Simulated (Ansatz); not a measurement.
YPb3: the change of pressure with volume per atom

Periodic Kohn-Sham DFT of a crystal at fixed atoms; pressure and stress are positive in compression; the energy is the free energy less that of spherical unpolarised free atoms; site moments are those in the method's own spheres, positive along +z. The results are calculated, by Ansatz 0.2.0.

Cell of the first row (space group Pm-3m, No. 221):
```
YPb3
1.0
      4.7245     0.0000     0.0000
      0.0000     4.7245     0.0000
      0.0000     0.0000     4.7245
Y Pb
1 3
Direct
  0.00000 0.00000 0.00000
  0.00000 0.50000 0.50000
  0.50000 0.00000 0.50000
  0.50000 0.50000 0.00000
```

Settings of every row: method all-electron PAW; functional PBEsol; relativity scalar; k mesh 8x8x8; filling fermi-dirac; smearing width 0.08 eV; nucleus gaussian.

Atom start moment: 0 on all atoms.

Limits: no spin-orbit coupling on heavy atoms.

| row | volume per atom (Å³) | pressure (GPa) |
| --- | --- | --- |
| 1 | 26.365 | 3.349 |
| 2 | 27.486 | 0.628 |
| 3 | 28.047 | -0.519 |
| 4 | 28.328 | ? |
| 5 | 29.169 | -2.458 |

Question: what pressure should row 4 give?

Worked fit of pressure. Take u = (V_r/V)^(2/3) − 1 with V_r = 27.767 Å³ an atom, which is twice the finite (Eulerian) strain; such expansions in the strain, on which the Birch-Murnaghan equation of state is built, carry the rest volume and the bulk modulus. The shown rows have u = 0.03514, 0.0068, -0.00667, -0.03231. Least squares give pressure = 0.0375 + 85.37 × u + 252.11 × u² GPa; a straight line predicts inner rows, each left out in turn, worse (root mean square 0.19 against 0.0035 GPa). The rows lie off it by 0.000, -0.002, 0.002, 0.000. The pressure vanishes at u = -0.0004, or V = 27.79 Å³ an atom, and there the bulk modulus at fixed shape and fractions is B = −V dP/dV = (2/3)(1 + u) dP/du = 56.7 GPa. The withheld row has u = -0.01325, so the fit gives 0.0375 + 85.37 × (-0.01325) + 252.11 × (-0.01325)² = -1.049 GPa.

The calculation gave -1.045 GPa. The fit lies 0.004 GPa (0.069 % of the column's range) below it; its largest miss of a shown row is 0.002 GPa.
